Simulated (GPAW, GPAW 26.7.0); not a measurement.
# Ti 2p binding energy of titanium metal: PBE core-hole energies with paired and unpaired spins

## Starting point

The reference is the Ti 2p level of titanium metal measured by photoemission and counted from the Fermi level, taken from a handbook table: "Electron binding energies" (2001, X-Ray Data Booklet, Lawrence Berkeley National Laboratory, Table 1-1; from Fuggle and Martensson, J. Electron Spectrosc. Relat. Phenom. 21, 275 (1980)). The table gives 453.8 eV for the 2p$_{3/2}$ line. For comparison with a calculation that does not split the 2p shell, this line is moved by +2.13 eV to the multiplicity-weighted centre of the doublet, 455.93 eV, with the splitting from the same table. We consider that splitting slightly larger than fits of titanium spectra usually give, but only a third of any such difference enters the centre. Sample preparation and temperature are not given with the value; a clean surface matters here, because titanium takes up oxygen readily.

| compared with | measured | source's wording or label | method |
| --- | --- | --- | --- |
| Ti 2p (eV) | 455.93 | formed from the printed 453.8 eV (Ti 2p3/2 of the metal against the Fermi level) | photoemission, handbook table |

Conditions are those given with the value in the passage it was taken from; "not stated" means there, and the paper may say more elsewhere. The values are a selection: others may have been left out beforehand as unlike or outlying.

## Choices

We want the absolute 2p binding energy of hcp titanium, as the difference in total energy between a cell with one 2p core hole, its electron added to the valence states, and the same cell without the hole. This includes the metallic screening of the hole, which a ground-state eigenvalue would miss. The atoms stay in the measured cell.

We count a result within 0.3 eV of the doublet centre as a success. That is small against the shifts of a few electronvolts between the metal and its highest oxide, so a level of this quality could help to assign a spectrum without an empirical offset. It is a demanding target, since semilocal functionals commonly miss absolute core levels by about an electronvolt.

We use PBE and treat the hole with two spins. Titanium has no magnetic order, but the 2p shell with a hole has an unpaired electron, and a spin-paired calculation leaves out its exchange energy. We skip the primitive cell: with a hole on every second atom, the screening clouds would overlap strongly. The work starts with the spin treatment and the distance between holes, and then turns to the numerical settings and a neighbouring functional.

System: Ti (Titanium); space group P6_3/mmc, 2 atoms in the base cell, measured (COD) cell.

On the selection of runs and values: Besides any runs that a report passes over, these were set aside when the results were gathered: 1 cell relaxed under the stress of an incomplete basis.

## 1. Spin of the hole and cell size

The two-spin PBE run in a 6-atom cell is our main calculation. A spin-paired run with the same cell, mesh and cutoff shows what the spin treatment contributes, and a spin-paired run in a 16-atom cell shows how far the level still depends on the distance between holes, which grows from 5.1 to 6.9 Å. We expect the two-spin level to lie below the spin-paired one, because the unpaired core electron lowers the energy of the state with the hole. For the larger cell we expect a smaller change.

**Run 1.** GPAW 26.7.0: PBE with two spins; 6-atom cell, holes 5.1 A apart; electron kept in the cell (mesh 8x8x8, cutoff 420 eV, 6 atoms).

Key lines of the input:
```
atoms = Atoms(['Ti', 'Ti', 'Ti', 'Ti', 'Ti', 'Ti'],
              cell=[[4.425, 2.554775, 0.0], [4.425, -2.554775, 0.0], [2.95, 0.0, -4.686]],
              scaled_positions=[[0.416667, 0.75, 0.75], [0.75, 0.083333, 0.75], [0.083333, 0.416667, 0.75], [0.583333, ...],
              pbc=(True, True, True),
              magmoms=[0.1, 0.1, 0.1, 0.1, 0.1, 0.1])
params = dict(mode=PW(420),
              xc='PBE',
              kpts={'size': (8, 8, 8), 'gamma': True},
              occupations=FermiDirac(0.08),
              nbands=-8,
              maxiter=200,
              txt='gs.txt',
              mixer=MixerDif(0.05, 8, 80))
hole.calc = GPAW(**{**params, 'charge': -1, 'txt': f'hole{i}.txt', 'setups': {**params.get('setups', {}), i: 'hole' + params.get('setups', {}).get(atoms[i].symbol, '')}})
out['levels'][i] = hole.get_potential_energy(force_consistent=True) + hole.calc.get_reference_energy() - e0
```

Command:
```
gpaw-setup -f PBE Ti > setup.log
gpaw-setup -f PBE --core-hole=2p,1.0 --name=hole Ti > setup.log
OMP_NUM_THREADS=1 mpirun -n 4 gpaw python run.py > run.log
```

Selected lines of the output:
```
Free energy:     -39.824320
[energy with the hole less without, eV] Ti 1 2p: 453.740
```

Converged; 19 min on 4 cores of Intel Xeon Platinum 8375C at 2.90GHz (Ice Lake), shared host.

**Run 2.** GPAW 26.7.0: PBE; 6-atom cell, holes 5.1 A apart; electron kept in the cell (mesh 8x8x8, cutoff 420 eV, 6 atoms).

Key lines of the input, as changed from run 1:
```diff
  atoms = Atoms(['Ti', 'Ti', 'Ti', 'Ti', 'Ti', 'Ti'],
-               pbc=(True, True, True),
-               magmoms=[0.1, 0.1, 0.1, 0.1, 0.1, 0.1])
+               pbc=(True, True, True))
  params = dict(mode=PW(420),
-               txt='gs.txt',
-               mixer=MixerDif(0.05, 8, 80))
+               txt='gs.txt')
```

Selected lines of the output:
```
Free energy:     -39.824321
[energy with the hole less without, eV] Ti 1 2p: 455.527
```

Converged; 3.5 min on 4 cores of AMD EPYC 9R45 96, shared host.

**Run 3.** GPAW 26.7.0: PBE; 16-atom cell, holes 6.9 A apart; electron kept in the cell (mesh 6x6x6, cutoff 420 eV, 16 atoms).

Key lines of the input:
```
atoms = Atoms(['Ti', 'Ti', 'Ti', 'Ti', 'Ti', 'Ti', 'Ti', 'Ti', 'Ti', 'Ti', 'Ti', 'Ti', 'Ti', 'Ti', 'Ti', 'Ti'],
              cell=[[-2.95, 5.10955, 4.686], [4.425, 2.554775, 4.686], [4.425, 2.554775, -4.686]],
              scaled_positions=[[0.25, 0.083333, 0.083333], [0.5, 0.208333, 0.458333], [0.0, 0.458333, 0.208333], [0.25, ...],
              pbc=(True, True, True))
params = dict(mode=PW(420),
              xc='PBE',
              kpts={'size': (6, 6, 6), 'gamma': True},
              occupations=FermiDirac(0.08),
              nbands=-12,
              maxiter=200,
              txt='gs.txt')
hole.calc = GPAW(**{**params, 'charge': -1, 'txt': f'hole{i}.txt', 'setups': {**params.get('setups', {}), i: 'hole' + params.get('setups', {}).get(atoms[i].symbol, '')}})
out['levels'][i] = hole.get_potential_energy(force_consistent=True) + hole.calc.get_reference_energy() - e0
```

Selected lines of the output:
```
[energy with the hole less without, eV] Ti 1 2p: 455.533
```

Converged; 2.2 h on 4 cores of Intel Xeon at 2.50GHz (Skylake/Cascade Lake), shared host.

| quantity | run 1 | run 2 | run 3 | measured |
| --- | --- | --- | --- | --- |
| Ti 2p (eV) | 453.74 | 455.53 | 455.53 | 455.93 |
| volume an atom (Å³) | 17.66 | 17.66 | 17.66 |  |

The two-spin PBE level lies at 453.74 eV, 2.19 eV below the doublet centre and far outside the target. It almost coincides with the 453.8 eV of the 2p$_{3/2}$ line, but that is no agreement: the calculation has no spin-orbit splitting of the 2p shell, so the centre remains the quantity to compare with.

The spin-paired run gives 455.53 eV, about 0.4 eV below the doublet centre. The free energies of the two cells without a hole agree to within 0.00001 eV, so the difference of 1.79 eV arises in the state with the hole. Its sign is the one we expected. How much of it is exchange within the core shell, and how much comes from a spin polarisation of the valence electrons around the hole, is not shown in this report. The spin-paired level is closer to experiment, but it leaves out the exchange energy of the unpaired core electron; that omission raises the level and can offset an error of the functional. We therefore do not take it as the better description.

Moving the holes from 5.1 to 6.9 Å apart changes the spin-paired level by only 0.006 eV. The k-point mesh changes with the cell, so this is their combined effect, but it gives no sign that interaction between spin-paired holes matters. The same check for the two-spin level, where the periodic holes carry parallel spins, is not shown in this report.

## 2. Cutoff, mesh and a neighbouring functional

We now raise the cutoff and refine the k-point mesh, each separately, in the spin-paired 6-atom cell. These checks apply directly to the spin-paired level; for the two-spin level they are only a guide to the numerical errors that both treatments share. We expect both changes to be small against 0.3 eV.

For the functional we take RPBE, also spin-paired, so that it compares directly with PBE. Its stronger gradient dependence of exchange should bind the core electrons more tightly and raise the level. The size of that shift will show how much an absolute 2p energy depends on the choice between two closely related functionals.

**Run 4.** GPAW 26.7.0: PBE, cutoff at 140 % of the usual; 6-atom cell, holes 5.1 A apart; electron kept in the cell (mesh 8x8x8, cutoff 588 eV, 6 atoms).

Key lines of the input, as changed from run 2:
```diff
- params = dict(mode=PW(420),
+ params = dict(mode=PW(588),
```

Selected lines of the output:
```
Free energy:     -40.066857
[energy with the hole less without, eV] Ti 1 2p: 455.503
```

Converged; 14 min on 4 cores of Arm Neoverse V1, shared host.

**Run 5.** GPAW 26.7.0: PBE, another k-point mesh; 6-atom cell, holes 5.1 A apart; electron kept in the cell (mesh 12x12x12, cutoff 420 eV, 6 atoms).

Key lines of the input, as changed from run 2:
```diff
  params = dict(mode=PW(420),
-               kpts={'size': (8, 8, 8), 'gamma': True},
+               kpts={'size': (12, 12, 12), 'gamma': True},
```

Selected lines of the output:
```
[energy with the hole less without, eV] Ti 1 2p: 455.528
```

Converged; 31 min on 4 cores of Intel Xeon Platinum 8259CL at 2.50GHz (Skylake/Cascade Lake), shared host.

**Run 6.** GPAW 26.7.0: RPBE; 6-atom cell, holes 5.1 A apart; electron kept in the cell (mesh 8x8x8, cutoff 420 eV, 6 atoms).

Key lines of the input, as changed from run 2:
```diff
  params = dict(mode=PW(420),
-               xc='PBE',
+               xc='RPBE',
```

Command:
```
gpaw-setup -f RPBE Ti > setup.log
gpaw-setup -f RPBE --core-hole=2p,1.0 --name=hole Ti > setup.log
OMP_NUM_THREADS=1 mpirun -n 4 gpaw python run.py > run.log
```

Selected lines of the output:
```
[energy with the hole less without, eV] Ti 1 2p: 455.530
```

Converged; 6.8 min on 4 cores of Arm Neoverse V2, shared host.

| quantity | run 4 | run 5 | run 6 | measured |
| --- | --- | --- | --- | --- |
| Ti 2p (eV) | 455.50 | 455.53 | 455.53 | 455.93 |
| volume an atom (Å³) | 17.66 | 17.66 | 17.66 |  |

Raising the cutoff from 420 to 588 eV lowers the spin-paired PBE level by 0.024 eV, although the free energy of the cell without a hole falls by 0.24 eV; most of that basis error cancels in the difference. The denser mesh changes the level by 0.001 eV. At the higher cutoff the miss grows slightly, to 0.43 eV, so neither setting brings the spin-paired level within the target. The same checks for the two-spin level are not shown in this report, but its miss of 2.19 eV is about ninety times the larger of these two shifts.

RPBE gives 455.530 eV, only 0.003 eV above PBE. We had expected a visible rise, and there is practically none. The two functionals are closely related, so their agreement says little about the error they may share. For this level the treatment of the hole's spin matters far more than the choice between them.

## Table of results

| run | settings | Ti 2p (eV) | deviation | cost |
| --- | --- | --- | --- | --- |
| 1 | PBE with two spins, 6-atom cell, holes 5.1 A apart, electron kept in the cell (mesh 8x8x8, cutoff 420 eV, 6 atoms) | 453.74 | −2.19 | 76 core-min |
| 2 | PBE, 6-atom cell, holes 5.1 A apart, electron kept in the cell (mesh 8x8x8, cutoff 420 eV, 6 atoms) | 455.53 | −0.40 | 14 core-min |
| 3 | PBE, 16-atom cell, holes 6.9 A apart, electron kept in the cell (mesh 6x6x6, cutoff 420 eV, 16 atoms) | 455.53 | −0.40 | 8.7 core-h |
| 4 | PBE, cutoff at 140 % of the usual, 6-atom cell, holes 5.1 A apart, electron kept in the cell (mesh 8x8x8, cutoff 588 eV, 6 atoms) | 455.50 | −0.43 | 58 core-min |
| 5 | PBE, another k-point mesh, 6-atom cell, holes 5.1 A apart, electron kept in the cell (mesh 12x12x12, cutoff 420 eV, 6 atoms) | 455.53 | −0.40 | 2 core-h |
| 6 | RPBE, 6-atom cell, holes 5.1 A apart, electron kept in the cell (mesh 8x8x8, cutoff 420 eV, 6 atoms) | 455.53 | −0.40 | 27 core-min |
|  | measured | 455.93 |  |  |

Further runs on the same system, made beside this series (convergence steps with loose settings among them):

| further | settings | Ti 2p (eV) | deviation | cost |
| --- | --- | --- | --- | --- |
| F1 | PBEsol, 6-atom cell, holes 5.1 A apart, electron kept in the cell (mesh 8x8x8, cutoff 420 eV, 6 atoms) | 455.16 | −0.77 | 36 core-min |
| F2 | PBE, 2-atom cell, holes 3.0 A apart, electron kept in the cell (mesh 12x12x8, cutoff 420 eV, 2 atoms) | 455.55 | −0.38 | 4.4 core-min |
| F3 | LDA, 2-atom cell, holes 3.0 A apart, electron kept in the cell (mesh 12x12x8, cutoff 420 eV, 2 atoms) | 455.03 | −0.90 | 4.3 core-min |
| F4 | PBE, another k-point mesh, 6-atom cell, holes 5.1 A apart, electron kept in the cell (mesh 6x6x6, cutoff 420 eV, 6 atoms) | 455.53 | −0.40 | 13 core-min |
| F5 | PBE, cutoff at 70 % of the usual, 6-atom cell, holes 5.1 A apart, electron kept in the cell (mesh 8x8x8, cutoff 294 eV, 6 atoms) | 455.62 | −0.31 | 25 core-min |
| F6 | PBE, Fermi-Dirac width 0.2 eV, 6-atom cell, holes 5.1 A apart, electron kept in the cell (mesh 8x8x8, cutoff 420 eV, 6 atoms) | 455.44 | −0.50 | 2.1 core-h |
|  | measured | 455.93 |  |  |

## Judgement

The two-spin PBE calculation, on which we based the study, misses the target clearly: 453.74 eV against 455.93 eV, or 2.19 eV too low, at 76 core-minutes.

Spin-paired PBE comes much closer, 0.40 eV too low for 14 core-minutes. That is still outside the 0.3 eV limit and counts as a miss. The margin is small, though, against the few tenths of an electronvolt by which determinations of one line differ. We read this closeness as a cancellation, which is argued here and not shown: pairing the spins raises the level by 1.79 eV, presumably mostly through the missing exchange energy of the open core shell, against an error of opposite sign.

The comparison of spin treatments mattered most. The 16-atom cell cost 8.7 core-hours and moved the spin-paired level by only 0.006 eV. Our reason for skipping the primitive cell was also wrong, at least for spin-paired holes, as it agrees with the 6-atom cell to about 0.02 eV. In the spin-paired runs, the higher cutoff lowers the level by 0.024 eV and a broader smearing by 0.09 eV. The looser cutoff comes nearer to experiment only by chance.

The functional matters more than RPBE suggested: PBEsol lies 0.37 eV below PBE, and in the primitive cell LDA gives 455.03 eV against 455.55 eV for PBE. An error of about an electronvolt is usual for semilocal functionals and could explain part of the two-spin miss, roughly half at that size; the runs here do not account for the rest. The scalar-relativistic core, whose level need not equal the doublet centre, may contribute too; the amount is not shown in this report, but for an atom as light as titanium we expect it to be small against a miss of about 2 eV. A core-hole calculation with spin-orbit coupling in the 2p shell would address that point.

[Logs are printed without paths, hosts, clocks, repeated set-up lines and the standing remarks that a program may print on its own settings, such as how far it seeks lower states.]

[The runs shown are a pick from a larger set of finished runs; failed, doubtful and other runs were left out of it ahead of writing. So were measured values far from every level or from commonly accepted values, and agreement can look better than it is. Lines of input and output are excerpts and may be shortened.]
